# Why the Galitskii–Migdal energy with the linearised GW density matrix equals the RPA energy

A GW calculation is usually run for band gaps, band offsets or defect levels, but the same Green's function also carries a total energy. Full self-consistency is expensive, so two one-shot energies are in common use. One adds the random-phase-approximation (RPA) correlation energy $E_c$ to the Hartree–Fock (HF) energy. The other takes one linearised step of the Dyson equation, extracts the change $\delta\gamma$ of the density matrix, and adds the interaction energy of Galitskii and Migdal (1958). On an HF reference, with the energy kept linear in $\delta\gamma$, the two are identical:

$$E_{\rm lin}=E_{\rm HF}+\sum_p\varepsilon_p\,\delta\gamma_{pp}+U_c=E_{\rm HF}+E_c .$$

## 1. Premises and conventions

- Zero temperature, fixed nuclei, a finite basis of real spin orbitals $\phi_p$. Indices $i,j$ are occupied, $a,b$ empty, $p,q,r,s$ either. The nuclear repulsion is a constant and is not written.
- The orbitals diagonalise the Fock operator, $F_{pq}=\varepsilon_p\delta_{pq}$, and there is a gap: all $\Delta_{ia}=\varepsilon_a-\varepsilon_i>0$. One-particle energies are measured from a chemical potential inside the gap, so $\varepsilon_i<0<\varepsilon_a$.
- $(pr|qs)=\iint\phi_p(1)\phi_r(1)\,v(1,2)\,\phi_q(2)\phi_s(2)$, where $1,2$ include spin and $v$ is the bare Coulomb interaction; $\langle pq\|rs\rangle=(pr|qs)-(ps|qr)$.
- Frequencies are imaginary and in energy units: $G^0_p(i\omega)=1/(i\omega-\varepsilon_p)$. The density matrix is $\gamma_{pq}=\langle c_q^\dagger c_p\rangle=\int\frac{d\omega}{2\pi}e^{i\omega0^+}G_{pq}(i\omega)$, all frequency integrals running from $-\infty$ to $\infty$.

With $z=i\omega$, $d\omega/2\pi=dz/2\pi i$, and closing the contour to the left gives the sum of residues at poles with negative real part. An integrand that falls as $1/z^2$ or faster and has all its poles on one side integrates to zero. This is called the residue rule below.

The GW quantities built from $G^0$ are

$$\chi_0(1,2;i\nu)=\int\frac{d\omega}{2\pi}G^0(1,2;i\omega+i\nu)\,G^0(2,1;i\omega),\qquad W=v(1-\chi_0v)^{-1},$$

$$\Sigma_c(1,2;i\omega)=-\int\frac{d\nu}{2\pi}G^0(1,2;i\omega+i\nu)\,W_c(1,2;i\nu),\qquad W_c=W-v .$$

By the residue rule only occupied–empty pairs survive in $\chi_0$, and the two orderings of a pair add to $\frac{1}{i\nu-\Delta}-\frac{1}{i\nu+\Delta}$, so

$$\chi_0(1,2;i\nu)=-\sum_{ia}\frac{2\Delta_{ia}}{\nu^2+\Delta_{ia}^2}\,\phi_i\phi_a(1)\,\phi_i\phi_a(2).$$

Hence $\chi_0$ and $W_c$ are symmetric in $1,2$ and even in $\nu$, and $W_c$ falls as $1/\nu^2$. The double frequency integrals below therefore converge absolutely and their order may be exchanged.

## 2. The energy to be evaluated

Write $H=\hat h+\hat V$ with one-body part $\hat h$ and two-body part $\hat V$. In imaginary time $G_{pq}(\tau)=-\langle T c_p(\tau)c_q^\dagger\rangle$ and $\partial_\tau c_p=[H,c_p]$. The sum $\sum_pc_p^\dagger[H,c_p]$ counts annihilation operators: it equals $-\hat h-2\hat V$. Since $\partial_\tau\to-i\omega$, evaluation at $\tau=0^-$ gives $\int\frac{d\omega}{2\pi}e^{i\omega0^+}i\omega\,{\rm Tr}\,G=\langle\hat h\rangle+2\langle\hat V\rangle$. The Dyson equation $(i\omega-h)G=1+\Sigma G$ then yields the Galitskii–Migdal formula, because the unit matrix contributes a delta function evaluated away from zero:

$$\langle\hat V\rangle=\frac12\int\frac{d\omega}{2\pi}e^{i\omega0^+}\,{\rm Tr}[\Sigma G].$$

The static Hartree and exchange part of $\Sigma$ is $\Sigma^{Hx}_{pr}[\gamma]=\sum_{qs}\langle pq\|rs\rangle\gamma_{sq}$ and contributes $E_{Hx}[\gamma]=\frac12\sum\langle pq\|rs\rangle\gamma_{rp}\gamma_{sq}$. A self-consistent calculation thus has $E={\rm Tr}[h\gamma]+E_{Hx}[\gamma]+\frac12\int\frac{d\omega}{2\pi}{\rm Tr}[\Sigma_cG]$.

The one-shot scheme makes two replacements. The last term is evaluated with $G^0$,

$$U_c=\frac12\int\frac{d\omega}{2\pi}{\rm Tr}[\Sigma_cG^0],$$

and $\gamma$ comes from the linearised Dyson equation $G\approx G^0+G^0\Sigma_cG^0$. No static term appears there, because $G^0$ already contains the HF potential:

$$\gamma=\gamma^0+\delta\gamma,\qquad\delta\gamma_{pq}=\int\frac{d\omega}{2\pi}G^0_p\,\Sigma_{c,pq}\,G^0_q .$$

$E_{Hx}$ is a quadratic form and $F=h+\Sigma^{Hx}[\gamma^0]$, so the expansion terminates:

$$E=E_{\rm HF}+{\rm Tr}[F\,\delta\gamma]+U_c+Q,\qquad Q=E_{Hx}[\delta\gamma].$$

$F$ is diagonal, so ${\rm Tr}[F\delta\gamma]=\sum_p\varepsilon_p\delta\gamma_{pp}\equiv E_1$. The linearised energy is defined as $E_{\rm lin}=E_{\rm HF}+E_1+U_c$. A code that inserts the full $\gamma$ into the Hartree and exchange energies returns $E_{\rm lin}+Q$ instead.

## 3. The RPA energy in two forms

The direct RPA correlation energy is

$$E_c=\frac12\int\frac{d\nu}{2\pi}{\rm Tr}\big[\ln(1-\chi_0v)+\chi_0v\big].$$

The traces can be taken in the space of pairs $ia$, with the diagonal matrix $\Delta$, the Coulomb matrix $K_{ia,jb}=(ia|jb)$, and $\chi_0\to-2\Delta/(\nu^2+\Delta^2)$. Define $M=\Delta^{1/2}(\Delta+2K)\Delta^{1/2}$ with eigenvalues $\Omega_s^2$ and orthonormal eigenvectors $Z_s$. $K$ is positive semidefinite because the Coulomb kernel is, so all $\Omega_s$ are real and positive. Factoring out $(\nu^2+\Delta^2)^{-1}$ and applying a similarity transformation with $\Delta^{1/2}$,

$$\det(1-\chi_0v)=\frac{\det(\nu^2+\Delta^2+2\Delta K)}{\det(\nu^2+\Delta^2)}=\frac{\prod_s(\nu^2+\Omega_s^2)}{\prod_{ia}(\nu^2+\Delta_{ia}^2)} .$$

Two integrals finish the job: $\int\frac{d\nu}{2\pi}\ln\frac{\nu^2+\Omega^2}{\nu^2+\Delta^2}=\Omega-\Delta$ and $\int\frac{d\nu}{2\pi}\frac{2\Delta}{\nu^2+\Delta^2}=1$. With $A=\Delta+K$,

$$E_c=\frac12\Big(\sum_s\Omega_s-{\rm Tr}A\Big).$$

## 4. Homogeneity

Freeze the orbitals, scale the interaction as $v\to\lambda v$, and treat $E_c(\{\varepsilon_p\},\lambda)$ as a function of independent variables. This is a mathematical device: the physical HF energies depend on $v$, but the formula for $E_c$ is defined for any gapped set $\varepsilon_p$. Multiplying all $\varepsilon_p$ and $\lambda$ by $\eta>0$ multiplies $M$ by $\eta^2$, each $\Omega_s$ by $\eta$ and ${\rm Tr}A$ by $\eta$. So $E_c(\eta\varepsilon,\eta\lambda)=\eta E_c(\varepsilon,\lambda)$, and differentiating at $\eta=1$ gives Euler's relation

$$E_c=\sum_p\varepsilon_p\frac{\partial E_c}{\partial\varepsilon_p}+\lambda\frac{\partial E_c}{\partial\lambda}.$$

It remains to identify both derivatives at $\lambda=1$.

## 5. The interaction derivative is $U_c$

Differentiating the frequency form,

$$\frac{\partial E_c}{\partial\lambda}=\frac12\int\frac{d\nu}{2\pi}{\rm Tr}\big[\chi_0v-\chi_0v(1-\chi_0v)^{-1}\big]=-\frac12\int\frac{d\nu}{2\pi}{\rm Tr}[\chi_0W_c].$$

Insert the definition of $\chi_0$ and do the $\nu$ integral first. The factor $-\int\frac{d\nu}{2\pi}G^0(1,2;i\omega+i\nu)W_c(2,1;i\nu)$ is $\Sigma_c(1,2;i\omega)$, and it multiplies $G^0(2,1;i\omega)$. Therefore

$$\frac{\partial E_c}{\partial\lambda}=\frac12\int\frac{d\omega}{2\pi}{\rm Tr}[\Sigma_cG^0]=U_c .$$

## 6. The orbital-energy derivative is $\delta\gamma_{pp}$

At fixed $v$, a change of $\chi_0$ gives $\delta E_c=\frac12\int\frac{d\nu}{2\pi}{\rm Tr}[(v-W)\delta\chi_0]$. Since $\chi_0$ is a product of two Green's functions, $\delta\chi_0$ has two terms. The substitutions $\omega\to\omega-\nu$, $\nu\to-\nu$, $1\leftrightarrow2$ turn one into the other, because $W_c$ is even and symmetric. The factor $\frac12$ cancels and

$$\delta E_c=\int\frac{d\omega}{2\pi}{\rm Tr}[\Sigma_c\,\delta G^0].$$

Let the one-body operator that defines $G^0=(i\omega-F)^{-1}$ change by $\delta F$. Then $\delta G^0=G^0\,\delta F\,G^0$, and cyclic permutation under the trace gives

$$\delta E_c={\rm Tr}[\delta\gamma\,\delta F],\qquad\text{in particular}\qquad\frac{\partial E_c}{\partial\varepsilon_p}=\delta\gamma_{pp}.$$

The gap is needed here: no level may cross the chemical potential under the variation.

## 7. Result and consequences

Euler's relation now reads $E_c=E_1+U_c$, and with Section 2,

$$\boxed{E_{\rm lin}=E_{\rm HF}+E_c}$$

**Particle number.** $E_c$ depends only on differences $\Delta_{ia}$. A uniform shift of all $\varepsilon_p$ leaves it unchanged, so $\sum_p\delta\gamma_{pp}=0$. The linearised density matrix holds the right number of electrons, and $E_1$ does not depend on the zero of energy.

**Working formulas.** In pair space $\chi=(\chi_0^{-1}-K)^{-1}=-2\Delta^{1/2}(\nu^2+M)^{-1}\Delta^{1/2}$ and $W_c=v\chi v$. With $w^s_{pr}=\sum_{jb}(pr|jb)\sqrt{\Delta_{jb}/\Omega_s}\,Z_{jb,s}$, the matrix elements of $W_c$ are $-\sum_s2\Omega_sw^s_{pr}w^s_{rq}/(\nu^2+\Omega_s^2)$, and the $\nu$ integral gives

$$\Sigma_{c,pq}(i\omega)=\sum_s\Big[\sum_i\frac{w^s_{pi}w^s_{iq}}{i\omega-\varepsilon_i+\Omega_s}+\sum_a\frac{w^s_{pa}w^s_{aq}}{i\omega-\varepsilon_a-\Omega_s}\Big].$$

The residue rule keeps only terms with poles on both sides. It gives $\delta\gamma_{aa}=\sum_{is}(w^s_{ia})^2/(\Delta_{ia}+\Omega_s)^2$, the same expression with a minus sign and a sum over $a,s$ for $\delta\gamma_{ii}$, and

$$E_1=\sum_{ias}\frac{(w^s_{ia})^2\Delta_{ia}}{(\Delta_{ia}+\Omega_s)^2}\ge0,\qquad U_c=-\sum_{ias}\frac{(w^s_{ia})^2}{\Delta_{ia}+\Omega_s}\le0 .$$

Correlation lowers the repulsion by $|U_c|$ and pays $E_1$ for promoting electrons across the gap.

**Why $U_c$ alone overshoots.** Expand $E_c=\sum_{n\ge2}E^{(n)}\lambda^n$; the first order cancels between the logarithm and $\chi_0v$. Then $U_c=\sum nE^{(n)}$ and $E_1=\sum(1-n)E^{(n)}$. At weak coupling $U_c\to2E_c$ and $E_1\to-E_c$, so $E_{\rm HF}+U_c$ counts the RPA correlation energy twice.

**Relaxation of the mean field.** A further step towards self-consistency adds the static potential $\Sigma^{Hx}[\delta\gamma]$ to the linearised Dyson equation. For a static perturbation $\int\frac{d\omega}{2\pi}G^0_pG^0_q$ vanishes unless one level is occupied and the other empty, so only off-diagonal elements of $\gamma$ change and $E_{\rm lin}$ is untouched.

## 8. Range of validity

1. **Linear in $\delta\gamma$.** The identity excludes $Q$. At fixed orbital energies $\delta\gamma$ starts at second order in $v$, so $Q$ starts at fifth order. It has a positive Hartree and a negative exchange part and no fixed sign. It is small only while $\delta\gamma$ is small.
2. **HF reference**, restricted or unrestricted. For a Kohn–Sham or hybrid reference $h_s$, let $\Delta V=F[\gamma^0]-h_s$. The Dyson step gains the element $\Delta V_{ia}/(\varepsilon_i-\varepsilon_a)$, and $E_{\rm lin}=E_{\rm HF}[\gamma^0]+E_c+{\rm Tr}[\Delta V\,\delta\gamma]+2\sum_{ia}\Delta V_{ia}^2/(\varepsilon_i-\varepsilon_a)$, where $\delta\gamma$ is still the $\Sigma_c$ part. The last two terms break the equality.
3. **One $G^0$ and one $W$ throughout**, with the full direct RPA frequency dependence and the same orbital space in $\chi_0$, $\Sigma_c$ and the traces. A fitted plasmon-pole $W$ is not the derivative of $E_c$. In the Tamm–Dancoff approximation $\sum_s\Omega_s={\rm Tr}A$, so the formula for $E_c$ returns zero.
4. **A gap and zero temperature.** Gapped crystals are covered, with $p$ including the wave vector and complex conjugates restored. For metals the occupations move with $\varepsilon_p$ and Section 6 needs extra terms; at finite temperature $k_BT$ joins the scaled variables.
5. **An identity, not an accuracy statement.** Both sides share every shortcoming of RPA on HF.

## 9. Illustration: stretching LiH

Take the valence pair of the LiH molecule in two orthogonal orbitals, H $1s$ and Li $2s$, in a Pariser–Parr–Pople model:

$$H=\sum_{\mu={\rm H,L}}\big(\epsilon_\mu n_\mu+U_\mu n_{\mu\uparrow}n_{\mu\downarrow}\big)+V(n_{\rm H}-1)(n_{\rm L}-1)-t\sum_\sigma\big(c^\dagger_{{\rm H}\sigma}c_{{\rm L}\sigma}+{\rm h.c.}\big).$$

Inputs are approximate atomic ionisation energies, 13.60 eV (H) and 5.39 eV (Li), and electron affinities, 0.75 and 0.62 eV. Then $\epsilon_\mu=-I_\mu$, $U_{\rm H}=12.85$ eV, $U_{\rm L}=4.77$ eV and their mean is $\bar U=8.81$ eV. The intersite repulsion has the Ohno form $V=k/\sqrt{R^2+(k/\bar U)^2}$ with $k=e^2/4\pi\epsilon_0=14.40$ eV Å. The hopping is an illustrative choice, $t=1.5\,{\rm eV}\times e^{-(R-1.6\,\text{Å})/1.0\,\text{Å}}$, with 1.6 Å the approximate bond length. The short-range core repulsion adds equally to every method and is omitted. Energies are relative to the neutral atoms. Define $u=\bar U-V$ and $\delta=\epsilon_{\rm L}-\epsilon_{\rm H}-(U_{\rm H}-U_{\rm L})/2=4.17$ eV.

**Restricted HF.** Let $\phi_i=(\cos\theta,\sin\theta)$ and $\phi_a=(-\sin\theta,\cos\theta)$ on (H, Li), $x=\cos2\theta$ (the excess electron number on H) and $y=\sin2\theta$. The two ionic configurations have energies $u\mp\delta$ and weights $(1\pm x)^2/4$, and the hopping contributes $-2ty$, so

$$E_{\rm HF}=-\delta x+\tfrac12u(1+x^2)-2ty,\qquad\delta-ux=2tx/y\ \text{ at the minimum}.$$

The off-diagonal Fock element is $-t-Vy/2$ and must equal $-\Delta y/2$, which gives $\Delta=V+2t/y$. The pair integral is $K=(ia|ia)=\cos^2\theta\sin^2\theta\,(U_{\rm H}+U_{\rm L}-2V)=uy^2/2$.

**RPA.** There are two pairs, one per spin, and all four elements of the Coulomb matrix equal $K$. The antisymmetric combination stays at $\Delta$; the symmetric one has $\Omega=\sqrt{\Delta(\Delta+4K)}$. With spin-summed density-matrix elements $\delta n$,

$$E_c=\tfrac12(\Omega-\Delta-2K),\quad\delta n_{aa}=-\delta n_{ii}=\frac{\partial E_c}{\partial\Delta}=\frac12\Big(\frac{\Delta+2K}{\Omega}-1\Big),\quad U_c=K\frac{\partial E_c}{\partial K}=K\Big(\frac\Delta\Omega-1\Big),$$

and $E_1=\Delta\,\delta n_{aa}$. The off-diagonal element follows from $\delta E_c={\rm Tr}[\delta\gamma\,\delta F]$: a perturbation $\delta F_{ia}=\delta F_{ai}=f$ rotates $\theta$ by $-f/\Delta$, and $dK/d\theta=2uxy$, so $2f\,\delta n_{ia}=-(\Delta/\Omega-1)\,2uxy\,f/\Delta$ and $\delta n_{ia}=(uxy/\Delta)(1-\Delta/\Omega)$. In the site basis the population of H changes by $q=-x\,\delta n_{aa}-y\,\delta n_{ia}$, that of Li by $-q$, and the bond order by $p=-y\,\delta n_{aa}+x\,\delta n_{ia}$. The quadratic term is $Q=(\bar U/2-V)q^2-Vp^2/2$.

**Full CI** is the lowest eigenvalue of the singlet matrix with diagonal $(0,\,u-\delta,\,u+\delta)$ and coupling $-\sqrt2\,t$ between the covalent state and each ionic state. It is exact for the model.

All energies are in eV, computed without intermediate rounding.

| $R$ (Å) | $V$ | $t$ | $x$ | $\Delta$ | $K$ | $\Omega$ |
|---|---|---|---|---|---|---|
| 1.6 | 6.296 | 1.500 | 0.647 | 10.229 | 0.731 | 11.600 |
| 3.0 | 4.215 | 0.370 | 0.734 | 5.304 | 1.061 | 7.116 |
| 6.0 | 2.316 | 0.018 | 0.637 | 2.363 | 1.928 | 4.880 |

| $R$ (Å) | $\delta n_{aa}$ | $\delta n_{ia}$ | $E_1$ | $U_c$ | $E_c$ | $Q$ |
|---|---|---|---|---|---|---|
| 1.6 | 0.0040 | 0.0143 | 0.0405 | -0.0864 | -0.0459 | -0.0005 |
| 3.0 | 0.0218 | 0.1100 | 0.1154 | -0.2701 | -0.1548 | -0.0076 |
| 6.0 | 0.1373 | 0.6959 | 0.3244 | -0.9942 | -0.6698 | 0.6807 |

| $R$ (Å) | $E_{\rm HF}$ | $E_{\rm HF}+U_c$ | $E_{\rm lin}$ | full CI | error of $E_{\rm lin}$ |
|---|---|---|---|---|---|
| 1.6 | -3.202 | -3.288 | -3.248 | -3.259 | 0.011 |
| 3.0 | -0.028 | -0.298 | -0.183 | -0.373 | 0.190 |
| 6.0 | 1.880 | 0.886 | 1.210 | -0.0004 | 1.211 |

$E_1+U_c=E_c$ holds in every row, up to rounding of the last digit. At 1.6 Å the ratio $U_c/E_c$ is 1.88, near the weak-coupling value 2, and $E_{\rm HF}+U_c$ falls below full CI. $|Q|$ is 1.0 % of $|E_c|$ at 1.6 Å and 4.9 % at 3.0 Å. At 6.0 Å it is as large as $E_c$ with the opposite sign, so the linear and the full-$\gamma$ energies are no longer interchangeable. There the natural occupations $1\pm\sqrt{(1-\delta n_{aa})^2+\delta n_{ia}^2}$ are 2.108 and -0.108, outside the allowed range 0 to 2: the linear step has broken down although the identity is still exact.

For $t\to0$ and $u>\delta$, $x=\delta/u$, $E_{\rm HF}=K$ and $\Delta=V$, so $E_{\rm lin}=\frac12(\sqrt{V^2+4KV}-V)$. This reaches the exact limit, zero, only as $\sqrt{KV}\propto R^{-1/2}$, with $K\to3.418$ eV, and is still 1.145 eV at 20 Å, while $\delta n_{aa}\approx\frac12\sqrt{K/\Delta}$ diverges. An unrestricted reference with one spin on each atom has $E_{\rm HF}=0$ and $K=0$ at $t=0$ and removes this hump.

These numbers belong to the model, not to the molecule. Its exact correlation energy at 1.6 Å is -0.057 eV, whereas the valence pair of real LiH typically has about -1 eV, more than ten times as much, because two orbitals describe only left–right correlation and omit the radial and angular correlation of the H$^-$-like pair.